**Question**

For one crystal, HfSn₃O₈, the energy levels are known with two hybrid functionals, HSE06 and the costlier PBE0. The bands v1 and v2 are the two highest filled ones, c1 and c2 the two lowest empty ones. Each calculation counts energy from its own valence top, which is v1 at Gamma.

Band levels of HfSn3O8 (12-atom cell built as a rutile host, space group Cmmm) from Ansatz 0.2.0, with plane-wave PAW, a 420 eV cutoff, a 4×4×2 k mesh and no spin polarisation, at the r2SCAN geometry. The cheaper level is HSE06 and the costlier one PBE0, each with its zero at its own valence top; v1 is the highest filled band and c1 the lowest empty one.

| point name | band v2, cheaper level (eV) | band v1, cheaper level (eV) | band c1, cheaper level (eV) | band c2, cheaper level (eV) | band v2, costlier level (eV) | band v1, costlier level (eV) | band c1, costlier level (eV) | band c2, costlier level (eV) |
| --- | --- | --- | --- | --- | --- | --- | --- | --- |
| Gamma | -0.593 | 0.000 | 3.719 | 5.786 | -0.583 | 0.000 | 4.452 | 6.555 |
| Y | -0.870 | -0.693 | 5.185 | 6.027 | -0.871 | -0.692 | 5.948 | 6.793 |
| Z | -0.529 | -0.505 | 5.491 | 6.114 | -0.521 | -0.509 | 6.255 | 6.886 |
| A_0 | -0.658 | -0.601 | 6.136 | 6.878 | -0.654 | -0.595 | 6.907 | 7.653 |
| E_0 | -0.658 | -0.601 | 6.136 | 6.878 | -0.654 | -0.595 | 6.907 | 7.653 |
| S | -0.621 | -0.548 | 5.862 | 6.328 | -0.616 | -0.545 | 6.630 | 7.100 |

Suppose that all the HSE06 levels were at hand, but of PBE0 only the gap, which is c1 at Gamma. Two shortcuts to the other empty levels suggest themselves. One adds the increase of the gap to every empty level; the other multiplies every empty level by the ratio of the two gaps.

(a) Test both shortcuts on the row A_0. Where does the better one go wrong, and which numbers give the fault away?

(b) Explain, from the limit of short distances, why the levels move as they do, and estimate the size of the movement.

(c) Why does the fault arise where it does?

**Model answer**

**(a)** The gap grows from 3.719 to 4.452 eV, that is by 0.733 eV or a factor of 1.197. At A_0, multiplication puts c2 about 0.58 eV above its PBE0 value, a miss of about four fifths of the whole change of the gap. The empty bands are therefore not stretched in proportion to their height. Addition does far better: it leaves c2 only 0.04 eV too low.

That small miss has a pattern. With the added shift every other empty level in the table comes out too low, and by similar amounts. Errors that share one sign and nearly one size point to the level from which the shift was taken, not to the levels that were predicted.

The row Gamma confirms this, because it holds two empty levels at the same k point. There c2 rises by 0.769 eV, much as c1 and c2 do at A_0, while c1 rises by only 0.733 eV. So neither the k point nor the common zero is to blame; among the levels in the table one state, the conduction minimum, lags clearly behind. It is the end of a weak trend rather than a lone exception: along c1 the rise grows with the height of the level, from 0.733 eV at Gamma through 0.763 eV at Y to 0.771 eV at A_0, so points close to Gamma, which the table doesn't hold, are expected to lag as well. Had the shift been taken from c2 at Gamma, all the remaining empty levels except that minimum would have been met within 0.006 eV.

The single shift thus meets the conduction minimum by construction and misses all the other empty levels, because the level from which it was taken is the exception. As the minimum lags, band c1 also becomes slightly wider: its climb from Gamma to A_0 grows by 1.6 %. The printed output gives the misses of both shortcuts for all rows.

**(b)** Both functionals contain a quarter of exact exchange. HSE06 keeps it only at short range and uses the semilocal PBE form at long range; PBE0 keeps it at all distances. The step from one to the other therefore swaps a quarter of the long-range exchange from semilocal to exact. The interaction concerned is, in atomic units,

$$\frac{\mathrm{erf}(\omega r)}{r}\;\to\;\frac{2\omega}{\sqrt{\pi}}\qquad(\omega r\to 0),$$

where $r$ is the distance between two points and $\omega$ sets the range. With $\omega$ about 0.11 inverse bohr, a recalled setting of HSE06, the length $1/\omega$ is near 4.8 Å, more than twice a metal–oxygen bond.

Exact exchange acts through the density matrix $\rho(\mathbf r,\mathbf r')$ of the filled states, which in an insulator dies away with distance. If it does so well within $1/\omega$, the interaction may be replaced by its constant limit. What remains is $\rho$ alone, and $\rho$ is a projector: applied to a filled state it returns that state, applied to an empty one it gives zero. A quarter of long-range exact exchange then lowers every filled level by $0.25\times 2\omega/\sqrt{\pi}$ and leaves the empty levels alone.

The semilocal part that is taken away can't tell filled from empty. In the same limit the exchange energy is $-\omega/\sqrt{\pi}$ per electron, so a local potential that reproduces it lowers all levels by $\omega/\sqrt{\pi}$. Removing a quarter of it lifts them all. The net result is that filled levels fall and empty levels rise by the same amount,

$$\Delta=\frac{0.25\,\omega}{\sqrt{\pi}}\approx\frac{0.25\times 0.11}{\sqrt{\pi}}\times 27\ \text{eV}\approx 0.42\ \text{eV}.$$

This is why a shift works and a stretch does not: $\Delta$ depends on whether a state is filled, not on how high it lies.

The table shows only the sum of the two movements, because its zero travels with the valence top. The levels before alignment, from the same two calculations, separate them, provided that both count from the average electrostatic potential, as is usual with plane waves. The valence top falls by 0.40 eV and the conduction minimum rises by 0.33 eV. The filled levels fall by 0.41 eV on average, so the top moves much like the average filled level, as expected if exchange acts nearly as a projector. The exact-exchange energy, counted with its weight of a quarter, tests the constant limit more directly. In that limit it should fall by $0.25\,\omega/\sqrt{\pi}$ per electron, again about 0.42 eV, and between the two calculations it does fall by 0.42 eV. On average, then, the density matrix is short enough for the argument, though that average runs over all 116 electrons, many of them in tightly bound inner shells, and says little about the states at the band edges.

The estimate has no adjusted parameter. It comes close for the valence top and is clearly too high for the conduction minimum. For the gap it gives $2\Delta$, about 0.84 eV, which is 0.11 eV more than computed. For c2 at A_0, the level that rises most, it is still 0.07 eV too high. The constant limit is thus a good first picture, but it overstates the opening everywhere, and most at the conduction minimum.

**(c)** The interaction is not quite constant. Its next term weakens it with distance:

$$\frac{\mathrm{erf}(\omega r)}{r}\approx\frac{2\omega}{\sqrt{\pi}}\left(1-\frac{\omega^2r^2}{3}\right).$$

For an empty state c, write the squared distance as $|\mathbf r-\mathbf r'|^2=|\mathbf r|^2-2\,\mathbf r\cdot\mathbf r'+|\mathbf r'|^2$. The two squares drop out, since in each of them $\rho$ acts directly on an empty state. The cross term survives and changes the level by

$$\delta E_c=-0.25\,\frac{4\omega^3}{3\sqrt{\pi}}\sum_v|\mathbf r_{vc}|^2,$$

where $\mathbf r_{vc}$ is the dipole matrix element between c and a filled state v at the same k point. The more strongly an empty state is coupled to the filled states, the more it is therefore held back.

For a given momentum matrix element, $\mathbf r_{vc}$ grows as the energy distance between the two states shrinks. The conduction minimum lies 3.719 eV above the highest filled state at its own k point, whereas for every other empty level in the table this distance is at least 5.786 eV. The topmost filled state itself need not take part: in tin dioxide the transition between the two band edges is dipole-forbidden, and the minimum couples to filled states further down. The minimum also belongs to a steep band, and in tin dioxide, a close chemical relative, such a minimum is known to be built largely from s states that couple well to the oxygen p states below. This term thus has the right sign and is plausibly largest at the right place. It isn't the only one, and it need not be the larger. The semilocal exchange that is taken away also departs from its constant limit: for an electron gas the correction starts at order $\omega^2$, one power earlier than the dipole term, and it weakens the lift where the electron density is low. It is therefore expected to hold back all the empty levels, which reach further into the space between the atoms than the filled ones, and to add to the lag if the minimum is the most spread out of them. The density and orbitals also readjust between the two functionals, with an effect of either sign. How much of the lag each part accounts for isn't established here, because the calculations give neither dipole matrix elements nor the orbital make-up of the bands.

**Remarks on the reasoning**

*A good answer uses c2 at Gamma as a control.* Comparing c1 at Gamma with c1 at A_0 changes the state and the k point together. Comparing c1 with c2 at Gamma changes only the state. The filled levels also receive a correction from the weakening interaction, but the one at the valence top enters every aligned level alike and can't single out the minimum.

*The lag is less secure than the shift.* Long-range exact exchange converges slowly with the k mesh, and only one mesh was used. An error from this source could differ between the minimum and the other states by a fair part of the lag of about 0.04 eV. A repeat of both calculations on a denser mesh would settle it. The common rise of more than 0.7 eV is far larger and has an independent estimate behind it.

*"Fails" here means failure to reproduce PBE0.* The table holds no measured gap, and the crystal is a constructed one that may not be stable. Whether 3.7 or 4.5 eV is closer to nature remains open.

*What carries over is the order of the argument.* The estimate $2\Delta$ contains no property of this crystal beyond a density matrix of short range, so it is a sensible first guess for the same pair of functionals in another wide-gap oxide. The correction does depend on the material. It should be looked for first at a low, steep conduction minimum. Where such a minimum is found to lag, as here, a shift meant for the higher empty levels is better taken from one of them.

The analysis program printed:

```
Change from HSE06 to PBE0 in eV:
    row      v2      v1     c1     c2
  Gamma    0.01       0  0.733  0.769
      Y  -0.001   0.001  0.763  0.766
      Z   0.008  -0.004  0.764  0.772
    A_0   0.004   0.006  0.771  0.775
    E_0   0.004   0.006  0.771  0.775
      S   0.005   0.003  0.768  0.772
Prediction less PBE0 level in eV:
    row  c1 shifted  c2 shifted  c1 stretched  c2 stretched
  Gamma           0      -0.036             0        0.3714
      Y       -0.03      -0.033        0.2589        0.4219
      Z      -0.031      -0.039        0.3183         0.433
    A_0      -0.038      -0.042        0.4384        0.5806
    E_0      -0.038      -0.042        0.4384        0.5806
      S      -0.035      -0.039        0.3874        0.4752
Rise of the gap at Gamma in eV: 0.733
Ratio of the PBE0 gap to the HSE06 gap: 1.197
Smallest rise of c1 away from Gamma in eV: 0.763
Largest rise of c1 away from Gamma in eV: 0.771
Largest change of v2 in eV: 0.01
Climb of c1 from Gamma to A_0 in HSE06 in eV: 2.417
Climb of c1 from Gamma to A_0 in PBE0 in eV: 2.455
Widening of this climb in percent: 1.572
Worst miss of the shift taken from the gap in eV: 0.042
Worst miss of the stretch taken from the gap in eV: 0.5806
Worst miss for c2 with the shift taken from c2 at Gamma in eV: 0.006
Worst miss for c1 away from Gamma with that same shift in eV: 0.006
Range 1/omega in angstrom: 4.811
Estimated fall of filled and rise of empty levels in eV: 0.4222
Estimated opening of the gap in eV: 0.8444
Estimated opening less computed rise of the gap in eV: 0.1114
Estimated opening less largest computed rise of an empty level in eV: 0.06938
Raw change of the valence top in eV: -0.4
Raw change of the conduction bottom in eV: 0.3326
Mean raw change of the filled levels in eV: -0.4135
Change of exact-exchange energy per electron in eV: -0.4165
```
